## Critical interaction of the Mott transition from one bath site

A crystal with one electron per site is a metal in band theory. If the repulsion $U$ between two electrons on one site is large enough, the carriers localise and a gap opens with no change of lattice period. Dynamical mean-field theory (DMFT) describes this Mott transition. With its bath cut down to one level it can be solved by hand, in the linearised form of Bulla and Potthoff (2000) and the two-site form of Potthoff (2001).

### 1. Premises and conventions

Frequencies $\omega$ are energies ($\hbar=1$), in meV or eV. The Hubbard model is

$$H=-\sum_{ij\sigma}t_{ij}\,a^\dagger_{i\sigma}a_{j\sigma}+U\sum_i n_{i\uparrow}n_{i\downarrow}-\mu\sum_{i\sigma}n_{i\sigma}.$$

The bare density of states (DOS) per site and spin, $\rho_0(\epsilon)$, is normalised to one. Energies are measured from its centre of gravity, so with $M_k=\int\rho_0\,\epsilon^k d\epsilon$ we have $M_1=0$, and $M_2$ is the variance.

- **P1.** One band, one electron per site, $T=0$, no magnetic or other order.
- **P2.** The self-energy $\Sigma(\omega)$ is local. This is the DMFT assumption, exact for infinite coordination.
- **P3.** The metal is a Fermi liquid: $\Sigma$ is smooth at $\omega=0$, with quasiparticle weight $Z=[1-\Sigma'(0)]^{-1}$. For local $\Sigma$, $m^*/m_{\rm band}=1/Z$.
- **P4.** The bath is replaced by a single level at the Fermi energy.
- **P5.** The DOS is symmetric, so half filling means $\mu=U/2$. The triangular lattice violates this, and section 6 lifts it.

### 2. The DMFT loop and its moment expansion

By P2 the local Green function is

$$G(\omega)=\int\frac{\rho_0(\epsilon)\,d\epsilon}{\zeta-\epsilon},\qquad \zeta=\omega+\mu-\Sigma(\omega).$$

DMFT takes $\Sigma$ from an Anderson model, one interacting site coupled to a non-interacting bath, much like a quantum dot coupled to a lead. Its Green function is $1/(\zeta-\Delta)$, where the hybridisation function $\Delta(\omega)$ describes the bath. Equating this with the lattice $G$ gives

$$\Delta=\zeta-1/G .$$

For $|\zeta|$ beyond the band edges, expand $1/(\zeta-\epsilon)$ in $\epsilon/\zeta$:

$$G=\frac1\zeta\Big(1+\frac{M_2}{\zeta^2}+\frac{M_3}{\zeta^3}+\dots\Big),\qquad \frac1G=\zeta-\frac{M_2}{\zeta}-\frac{M_3}{\zeta^2}-\dots$$

Since $1/\zeta=G+O(G^3)$,

$$\Delta=\frac{M_2}{\zeta}+\frac{M_3}{\zeta^2}+\dots=M_2G+M_3G^2+O(G^3).\tag{1}$$

The Bethe lattice of infinite coordination has the semicircular DOS $\rho_0=2\sqrt{D^2-\epsilon^2}/(\pi D^2)$ of half-width $D$. There $M_2=D^2/4$ and $\Delta=M_2G$ holds exactly.

### 3. Exact solution of the two-site model

With one bath orbital $c$ at zero energy, coupled by $V$ to the impurity orbital $d$, $\Delta=V^2/\omega$ and

$$H_2=-\tfrac U2\,(n_{d\uparrow}+n_{d\downarrow})+U n_{d\uparrow}n_{d\downarrow}+V\sum_\sigma(d^\dagger_\sigma c_\sigma+c^\dagger_\sigma d_\sigma).$$

**Two electrons.** The singlets are $|{\rm S}\rangle=(d^\dagger_\uparrow c^\dagger_\downarrow+c^\dagger_\uparrow d^\dagger_\downarrow)|0\rangle/\sqrt2$ at energy $-U/2$, and $|{\rm d}\rangle=d^\dagger_\uparrow d^\dagger_\downarrow|0\rangle$ and $|{\rm e}\rangle=c^\dagger_\uparrow c^\dagger_\downarrow|0\rangle$, both at $0$. The hopping term turns $|{\rm d}\rangle$ and $|{\rm e}\rangle$ each into $\sqrt2V|{\rm S}\rangle$. Hence only $(|{\rm d}\rangle+|{\rm e}\rangle)/\sqrt2$ couples to $|{\rm S}\rangle$, with matrix element $2V$, and the $2\times2$ problem has the lower root

$$E_0=-\tfrac U4-A,\qquad A=\sqrt{U^2/16+4V^2}.$$

**One electron.** The states $d^\dagger_\sigma|0\rangle$ at $-U/2$ and $c^\dagger_\sigma|0\rangle$ at $0$ are coupled by $V$:

$$E_\pm=-\tfrac U4\pm B,\qquad B=\sqrt{U^2/16+V^2}.$$

Three electrons give the same energies by particle-hole symmetry. The triplet stays at $-U/2$, and the empty and full states lie at $0$. For $V\neq0$, $A>B>U/4$, so the singlet is the unique ground state.

**Poles.** Adding or removing an electron of given spin reaches two states each, so $G$ has four poles $\pm\omega_1,\pm\omega_2$ with $\omega_{1,2}=A\mp B$. They obey

$$\omega_1^2+\omega_2^2=2(A^2+B^2)=\tfrac{U^2}4+10V^2,\qquad \omega_1\omega_2=A^2-B^2=3V^2 .$$

**Residues.** Particle-hole symmetry makes $G$ odd in $\omega$, and $G\to1/\omega$ at large $\omega$. Over a common denominator the numerator is an odd cubic with leading coefficient one:

$$G=\frac{\omega(\omega^2-s)}{(\omega^2-\omega_1^2)(\omega^2-\omega_2^2)}=\frac1\omega+\frac{\omega_1^2+\omega_2^2-s}{\omega^3}+\dots$$

The $1/\omega^3$ coefficient is the second moment of the spectral function, $\langle\{L,L^\dagger\}\rangle$ with $L=[d_\uparrow,H_2]=U(n_{d\downarrow}-\tfrac12)d_\uparrow+Vc_\uparrow$. The cross terms vanish because $d_\uparrow$ and $c^\dagger_\uparrow$ anticommute, and $(n_{d\downarrow}-\tfrac12)^2=\tfrac14$, so the moment is $U^2/4+V^2$. Therefore $s=9V^2$.

**Self-energy.** The denominator is $\omega^4-(U^2/4+10V^2)\omega^2+9V^4=(\omega^2-V^2)(\omega^2-9V^2)-U^2\omega^2/4$. Dividing by $\omega(\omega^2-9V^2)$,

$$\frac1G=\omega-\frac{V^2}{\omega}-\frac{U^2}{4}\frac{\omega}{\omega^2-9V^2}.$$

Comparison with $1/G=\omega+U/2-\Sigma-V^2/\omega$ gives

$$\Sigma(\omega)=\frac U2+\frac{U^2}{4}\,\frac{\omega}{\omega^2-9V^2}.\tag{2}$$

The constant $U/2$ is the Hartree shift and cancels $\mu$. The slope at zero is $\Sigma'(0)=-U^2/(36V^2)$, so

$$\frac1Z=1+\frac{U^2}{36V^2}.\tag{3}$$

The poles of $\Sigma$ at $\pm3V$ separate the quasiparticle region from the Hubbard bands near $\pm U/2$.

### 4. Self-consistency for one bath level

One level cannot satisfy $\Delta=\zeta-1/G$ at all frequencies. It has two parameters, position and coupling. The position is fixed by requiring equal filling of impurity and lattice, which under P5 holds with the level at zero. The coupling is fixed by letting the level stand for the quasiparticle band.

By P3 and P5, $\zeta\simeq\omega/Z$ for $|\omega|\ll3V$. The quasiparticle band is the bare DOS compressed to a width of order $Z\sqrt{M_2}$. Above that width expansion (1) applies and gives $\Delta\simeq ZM_2/\omega$. Matching to $V^2/\omega$,

$$V^2=ZM_2.\tag{4}$$

The matching window is $Z\sqrt{M_2}\ll|\omega|\ll3\sqrt{ZM_2}$. The ratio of its edges, $3/\sqrt Z$, diverges as $Z\to0$, so the separation of scales is best at the transition. At $U=0$, (4) is the exact high-frequency tail of $\Delta$. In between it is an interpolation.

### 5. Solution, linearisation and stability

Write $y=V^2$ and $u=U^2/36$. Equation (3) reads $Z=y/(y+u)$, and one DMFT iteration is the map

$$y_{n+1}=f(y_n)=\frac{M_2\,y_n}{y_n+u}.$$

Its fixed points are $y=0$ and $y^*=M_2-u$. The first is the insulator, with $Z=0$ and $\Sigma=U/2+U^2/(4\omega)$. The second is the metal, which needs $y^*>0$. With $Z=y^*/M_2$,

$$Z=1-\Big(\frac{U}{U_c}\Big)^2,\qquad U_c=6\sqrt{M_2}.\tag{5}$$

The slope of the map is $f'(y)=M_2u/(y+u)^2$. At the metal $f'(y^*)=u/M_2=(U/U_c)^2$, below one wherever the metal exists. At the insulator $f'(0)=(U_c/U)^2$.

Linearised DMFT keeps only this last statement. For small $V$, $Z\simeq36V^2/U^2$ and

$$V^2_{n+1}=(U_c/U)^2\,V_n^2 .$$

An infinitesimal quasiparticle peak grows for $U<U_c$ and dies for $U>U_c$. In this limit $Z$ equals the total weight of the two inner poles of $G$, which is $(9V^2-\omega_1^2)/(\omega_2^2-\omega_1^2)\to36V^2/U^2$. Physically, $\omega_1\to6V^2/U$ is the binding energy of the Kondo singlet between the site spin and the bath electron, and the metal survives as long as the bath that it generates can screen its own spins.

On the Bethe lattice $U_c=6\cdot D/2=3D$. The value commonly quoted for full DMFT solved by the numerical renormalisation group (Bulla 1999) is approximately $2.94D$, a difference of 2 per cent. It is not derived here and concerns that lattice alone.

### 6. The triangular lattice: a skewed DOS

For an anisotropic triangular lattice with hopping $t$ on four bonds and $t'$ on two,

$$\epsilon_{\mathbf k}=-2t(\cos k_1+\cos k_2)-2t'\cos(k_1+k_2).$$

The moment $M_k$ counts closed paths of $k$ hops, each hop giving $-t_{ij}$. Two hops go out and back. Three hops run round one of six adjacent triangles in either direction, each triangle having two $t$ bonds and one $t'$ bond:

$$M_2=4t^2+2t'^2,\qquad M_3=-12t^2t',\qquad \gamma\equiv M_3/M_2^{3/2}.$$

The skewness $\gamma$ is of order one, so P5 fails and $\mu$ must be set free.

**Linearised theory at general $\mu$.** Put the impurity level at $-\mu$, with $a=\mu>0$ and $b=U-\mu>0$. To first order in $V$ the ground state is $|{\rm S}\rangle-\sqrt2(V/b)|{\rm d}\rangle-\sqrt2(V/a)|{\rm e}\rangle$, and the lowest one-electron state is $[d^\dagger_\uparrow-(V/a)c^\dagger_\uparrow]|0\rangle$. With $d_\downarrow|{\rm d}\rangle=-d^\dagger_\uparrow|0\rangle$ and $d_\downarrow|{\rm S}\rangle=-c^\dagger_\uparrow|0\rangle/\sqrt2$, the removal amplitude is $\sqrt2V/b+V/(\sqrt2a)$. The addition amplitude follows from $a\leftrightarrow b$. With $x=2\mu/U-1$, so that $a,b=U(1\pm x)/2$, the inner poles carry the weight

$$W=\frac{V^2}{2}\Big[\frac5{a^2}+\frac5{b^2}+\frac8{ab}\Big]=\frac{4V^2}{U^2}\,\frac{9+x^2}{(1-x^2)^2}.$$

A shift of the bath level of order $V^2/U$ moves both poles but leaves $W$ unchanged at this order, as long as the singlet remains the ground state. The first term of (1) gives $V^2_{n+1}=M_2W$, and the insulator is stable for

$$U>2\sqrt{M_2}\,\frac{\sqrt{9+x^2}}{1-x^2}=6\sqrt{M_2}\,\Big(1+\tfrac{19}{18}x^2+\dots\Big).$$

This is a lobe in the $(\mu,U)$ plane. On its edge the filling tends to one. If the filling rises with $\mu$, the metal below the lobe has $n<1$ and the metal above it $n>1$, so the half-filled metal ends at the tip. The tip is at $x=0$, and $U_c=6\sqrt{M_2}$ is recovered with $M_2$ the variance.

**Size of the $M_3$ term.** Split $G$ at low frequency into the inner poles and the background from the Hubbard bands, which have weight $\tfrac12$ each at $-a$ and $+b$: $g=\tfrac12(1/a-1/b)\simeq-2x/U$. In $M_3G^2$ the square of the inner-pole part falls as $1/\omega^2$ and has no net weight, while the cross term adds $2M_3gW$. The map is multiplied by $1+2M_3g/M_2=1-\tfrac23\gamma x$ at $U=6\sqrt{M_2}$, so the edge becomes $U^2=36M_2(1+\tfrac{19}9x^2-\tfrac23\gamma x)$. The minimum is at $x=3\gamma/19$, where $U_c$ is lowered by the fraction $\gamma^2/38$. This is an estimate from one term and not a complete order in $\gamma^2$. It is even in $\gamma$, as it must be: a particle-hole transformation reverses all hoppings and keeps half filling, so $U_c$ does not depend on the sign of $M_3$.

**Filling condition.** At $V=0$, $\mu=U/2$, the lattice function $\omega/(\omega^2-\epsilon\omega-U^2/4)$ has a lower pole of weight $\tfrac12(1-\epsilon/\sqrt{\epsilon^2+U^2})$. The lattice filling is then $1+M_3/(2U^3)+\dots$, or $1+\gamma/432$ at $U_c$, while the impurity holds exactly one electron. For a skewed DOS the two-site scheme cannot equate the two fillings at the transition, but the mismatch is small.

| $t'/t$ | 0 | 0.6 | 0.8 | 1 |
|---|---|---|---|---|
| $U_c/t$ | 12 | 13 | 14 | 15 |
| $\gamma^2$ | 0 | 0.49 | 0.63 | 0.67 |

### 7. Range of validity

1. **Which critical point.** $U_c$ is the interaction at which the $T=0$ paramagnetic metal ceases to exist, called $U_{c2}$. Full DMFT also has a lower $U_{c1}$ where the insulating solution disappears, with coexistence in between and a first-order transition at low finite temperature. The map $f$ has no coexistence region.
2. **Hubbard-band part of the bath.** The full $\Delta$ has total weight $M_2$, since $\zeta\to\omega$ in (1) at large $\omega$. Near the transition almost all of it lies in the Hubbard bands and is dropped. It shifts the charge excitation energies $U/2$ by a relative amount of order $M_2/(U_c/2)^2=1/9$. No small parameter reduces this, so $U_c$ deserves two figures even within DMFT. The difference found for the Bethe lattice is smaller than this estimate, which is no guarantee for other lattices.
3. **The curve $Z(U)$.** Equation (5) is exact at $U=0$, and its zero rests on the separation of scales. The shape between, including the slope $Z\simeq2(1-U/U_c)$ near $U_c$, depends on replacing a continuum by one level. For a skewed DOS the term $M_3G^2$ is of relative order $\gamma$ inside the quasiparticle band, so $Z(U)$ is only a guide there.
4. **Locality.** P2 drops exchange between neighbouring spins. In two dimensions, with four to six neighbours, short-range antiferromagnetic or singlet correlations lower the energy of the insulator and can move the transition to much smaller $U$. For small $t'/t$ magnetic order sets in first.
5. **Temperature and model.** One needs $k_BT\ll Z\sqrt{M_2}$, a single band, and no important inter-site repulsion or lattice coupling.

### 8. Numerical illustration

In $\kappa$-(BEDT-TTF)$_2$X the molecules pair into dimers, each monovalent anion X removes one electron per dimer, and the half-filled dimer orbitals form the anisotropic triangular lattice of section 6. Take as typical, approximate inputs $t=50$ meV, $t'=40$ meV and $U=0.40$ eV, so that $U/t=8$.

- $M_2=4(50)^2+2(40)^2=13200$ meV$^2$ and $\sqrt{M_2}=115$ meV.
- $U_c=6\sqrt{M_2}=0.69$ eV, about $14t$.
- $Z=1-U^2/(36M_2)=0.66$ and $m^*/m_{\rm band}=1.5$.
- $V=\sqrt{M_2-U^2/36}=94$ meV. The window ratio $3/\sqrt Z$ is only 3.7, so this $Z$ is an interpolated value.
- $M_3=-1.2\times10^6$ meV$^3$ and $\gamma=-0.79$. The estimated lowering of $U_c$ is 2 per cent and the filling mismatch is $-0.002$, both minor next to item 2 of section 7.

Pressure or strain scales the hoppings at nearly fixed $U$. If all scale together, $U_c\propto t$ and $d\ln Z/d\ln t=2(U/U_c)^2/Z$. At $U=0.9U_c$ the model has $Z=0.19$ and a sensitivity of 8.5, so a 1 per cent rise in hopping lowers the mass by about 8.5 per cent. This gain is what makes a Mott system respond strongly to strain.

These numbers are the model's, not the material's. The model calls the dimer layer a moderately correlated metal that would turn insulating only if the hoppings fell to 0.58 of their assumed values. As typical knowledge, the family sits right at the Mott boundary, with members on both sides and modest pressure carrying one phase into the other, when described by on-site dimer models with $U/t$ near 8. The model's $U_c$ is thus too high by a factor of roughly 1.7, and it understates the mass enhancement of the metallic members. The direction is the one expected from item 4, and part of the gap may lie in the choice of an effective $U$.

A silicon surface offers the same geometry. One third of a monolayer of Sn on Si(111) forms a $\sqrt3\times\sqrt3$ triangular lattice with one half-filled dangling bond per adatom. With approximate hoppings of magnitude 50 meV to six first and 20 meV to six second neighbours, $M_2=6(50^2+20^2)=17400$ meV$^2$, $\sqrt{M_2}=132$ meV, and the model's $U_c$ is 0.79 eV. Typical values used for $U$ run from about 0.7 to 1 eV, and the surface is typically described as a Mott insulator at low temperature. The model agrees with that description for $U$ above 0.79 eV, while for $U=0.7$ eV its $U_c$ is too high by at least 13 per cent, again on the metallic side.